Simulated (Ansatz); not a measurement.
Redistribution: C2BrF3 + C3H7F → C2F4 + C3H7Br

Gas-phase species: C2BrF3 (bromotrifluoroethene) `FC(F)=C(F)Br`, singlet; C3H7F `CC(C)F`, singlet; C2F4 (tetrafluoroethylene) `FC(F)=C(F)F`, singlet; C3H7Br (2-bromopropane) `CC(C)Br`, singlet. The partners trade Br for F; both sit on C, so the bond types are kept.

Shapes, held fixed at every level: PBE0-D4/def2-TZVP. Programs: Ansatz 0.2.0. The zero-point and thermal change to 298 K, harmonic and unscaled (PBE0-D4/def2-TZVP), is +0.7 kJ/mol.

Problem. Estimate ΔH(298 K) of this reaction.

Solution. The highest level, CCSD(T)/def2-TZVPP, gives ΔH(298 K) = -4.0 kJ/mol; the levels span -4.9 to -1.5. The column of differences is taken from that level and isn't an error. No measured value is set beside it here. Relativity is left out for Br. Outer-core shells of Br are correlated, in sets that cover them unevenly.

```csv
level,kind,ΔH(298 K) (kJ/mol),less CCSD(T)/def2-TZVPP
SPW92/def2-TZVPP,LDA,-4.0,0.0
PBE-D4/def2-TZVPP,GGA,-1.5,+2.5
BHLYP-D4/def2-TZVPP,global hybrid,-2.7,+1.3
PBE0-D4/def2-TZVPP,global hybrid,-4.2,-0.2
wB97M-V/def2-TZVPP,range-separated hybrid,-1.6,+2.4
MP2/def2-TZVPP,perturbation theory,-4.9,-0.9
CCSD(T)/def2-TZVPP,coupled cluster or CI,-4.0,0.0
```

The exchange is close to thermoneutral, and every level places it slightly on the exothermic side. Because one C–F and one C–Br bond are present on each side, most of the large difference in their strengths cancels. What remains is how much more the trifluorovinyl group gains from carrying F instead of Br than the isopropyl group does.

That balance probably reflects opposing effects. The electron-richer isopropyl carbon favours the strongly polar C–F bond, whereas fluorine's compact lone pairs overlap better than bromine's with the vinyl π system, although they also repel its filled π orbital. The small net enthalpy suggests that these contributions nearly offset each other, but reaction energies alone can't separate them.

The methods don't fall in order of sophistication. The LDA value coincides with the coupled-cluster one, probably through cancellation of errors, while the GGA and the range-separated hybrid both lie closer to zero. A weak enthalpic preference for the products is therefore supported, but its exact size is less secure, and the equilibrium composition would also depend on the reaction entropy.
